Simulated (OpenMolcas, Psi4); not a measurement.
# Exact exchange and the dipole moment of SiH2Br2 (dibromosilane)

The species is SiH2Br2 (5 atoms), meant as a singlet with charge 0. SMILES: `Br[SiH2]Br`. The coordinates come from a PBE0-D4/def2-TZVP relaxation.

The dipole moment y, in D, basis def2-SVP; a is the functional's share of exact exchange. Programs: OpenMolcas 26.06, Psi4 1.11.

```
functional     program     a  y (D)
    revPBE  OpenMolcas     0   1.04
      BLYP  OpenMolcas     0   0.99
     TPSSh        Psi4   0.1   1.17
     B3LYP        Psi4   0.2   1.13
     B97-2  OpenMolcas  0.21   1.20
      PBE0        Psi4  0.25      ?
     BHLYP        Psi4   0.5   1.28
```

Problem. Fit y = c + s·a to the known rows and predict PBE0.

Solution. 
1. Means of the 6 rows: a = 0.1683, y = 1.135.
2. Σ(Δa)² = 0.17408, Σ(Δa·Δy) = 0.08865, so the slope is 0.08865/0.17408 = 0.50925.
3. Intercept: 1.135 − (0.50925) × 0.1683 = 1.049. The largest residual of the fit is 0.070.
4. PBE0: 1.049 + (0.50925) × 0.25 = 1.18 D.

The run gave 1.20 D, so the prediction is off by -0.02 D, within the largest residual. More exact exchange makes the molecule more polar here.

The dipole moment generally rises with exact exchange, but B3LYP breaks the order by falling below TPSSh. The two functionals without exact exchange also differ, so the semilocal part matters too. The closely related BLYP, B3LYP and BHLYP give the cleaner sequence, 0.99, 1.13 and 1.28 D.

Because the geometry is common to all rows, the increase reflects a redistribution of electron density, not longer Si–Br bonds. Semilocal exchange tends to delocalise charge too strongly; exact exchange counters this and probably keeps more density on the electronegative bromines, with less lone-pair donation into the antibonding orbitals of the SiH2 unit. The net moment is also a partial cancellation, since hydrogen bound to silicon is hydridic and the Si–H bond dipoles oppose the resultant of the Si–Br dipoles. Modest shifts in either contribution can therefore show up clearly in the total.

The fit supports interpolation to PBE0, but a larger dipole is not thereby a more accurate one; judging that would need a measured or high-level correlated reference.
